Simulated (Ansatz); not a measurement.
LiO3: the change of pressure and energy above lowest point with volume per atom

All results are calculated (Ansatz 0.2.0 development build). Equation of state of a cubic crystal from periodic Kohn-Sham density functional theory without spin; pressure corrected for the finite basis.

Cell of the first row (space group Pm-3m, No. 221):
```
CELL_PARAMETERS angstrom
3.51160 0.00000 0.00000
0.00000 3.51160 0.00000
0.00000 0.00000 3.51160
ATOMIC_POSITIONS crystal
Li 0.00000 0.00000 0.00000
O 0.50000 0.00000 0.00000
O 0.00000 0.50000 0.00000
O 0.00000 0.00000 0.50000
```

Settings of every row: formula LiO3; structure type ReO3; functional PBE; spin treatment none; k mesh 10x10x10; occupation method fermi-dirac; occupation width 0.061225619 eV; wave cutoff 420 eV; datasets soft-1 PAW; density cutoff ratio 4.

Limits: a cubic model structure, not a phase known at ambient conditions; modest k-mesh, values are not fully converged in k; no spin polarisation, a magnetic state may lie lower.

```
row  volume per atom (Å³)  pressure (GPa)  energy above lowest point (meV/atom)
  1                10.825           3.734                                   7.6
  2                11.056           2.345                                  3.26
  3                11.286           1.107                                  0.78
  4                11.517           0.004                                     0
  5                11.747           -0.98                                  0.73
  6                11.977               ?                                     ?
  7                12.207          -2.632                                  5.99
```

Question: what pressure and energy above lowest point should row 6 give?

Worked fit of pressure. Take u = (V_r/V)^(2/3) − 1 with V_r = 11.401 Å³ an atom, which is twice the finite (Eulerian) strain; such expansions in the strain, on which the Birch-Murnaghan equation of state is built, carry the rest volume and the bulk modulus. The shown rows have u = 0.03517, 0.0207, 0.00678, -0.00673, -0.01973, -0.04452. Least squares give pressure = 0.543 + 82.116 × u + 243.27 × u² GPa; a straight line predicts inner rows, each left out in turn, worse (root mean square 0.15 against 0.0042 GPa). The rows lie off it by 0.002, -0.002, -0.004, 0.003, 0.002, -0.001. The pressure vanishes at u = -0.0067, or V = 11.52 Å³ an atom, and there the bulk modulus at fixed shape and fractions is B = −V dP/dV = (2/3)(1 + u) dP/du = 52.2 GPa. The withheld row has u = -0.03232, so the fit gives 0.543 + 82.116 × (-0.03232) + 243.27 × (-0.03232)² = -1.857 GPa.

The calculation gave -1.853 GPa. The fit lies 0.004 GPa (0.063 % of the column's range) below it; its largest miss of a shown row is 0.004 GPa.

Worked fit of energy above lowest point. Take u = (V_r/V)^(2/3) − 1 with V_r = 11.401 Å³ an atom, which is twice the finite (Eulerian) strain; such expansions in the strain, on which the Birch-Murnaghan equation of state is built, carry the rest volume and the bulk modulus. The shown rows have u = 0.03517, 0.0207, 0.00678, -0.00673, -0.01973, -0.04452. Least squares give energy above lowest point = 0.201 + 57.64 × u + 4288.8 × u² + 1633 × u³ meV/atom; a parabola predicts inner rows, each left out in turn, worse (root mean square 0.037 against 0.023 meV/atom). The rows lie off it by 0.00, 0.01, -0.01, -0.01, 0.01, 0.00. Its lowest point lies at u = -0.0067, or V = 11.52 Å³ an atom, and the curvature there gives the bulk modulus at fixed shape and fractions, B = (4/9)(1 + u)² E″(u)/V = 51.9 GPa. The withheld row has u = -0.03232, so the fit gives 0.201 + 57.64 × (-0.03232) + 4288.8 × (-0.03232)² + 1633 × (-0.03232)³ = 2.76 meV/atom.

The calculation gave 2.75 meV/atom. The fit lies 0.01 meV/atom (0.13 % of the column's range) above it, one unit of the last digit.
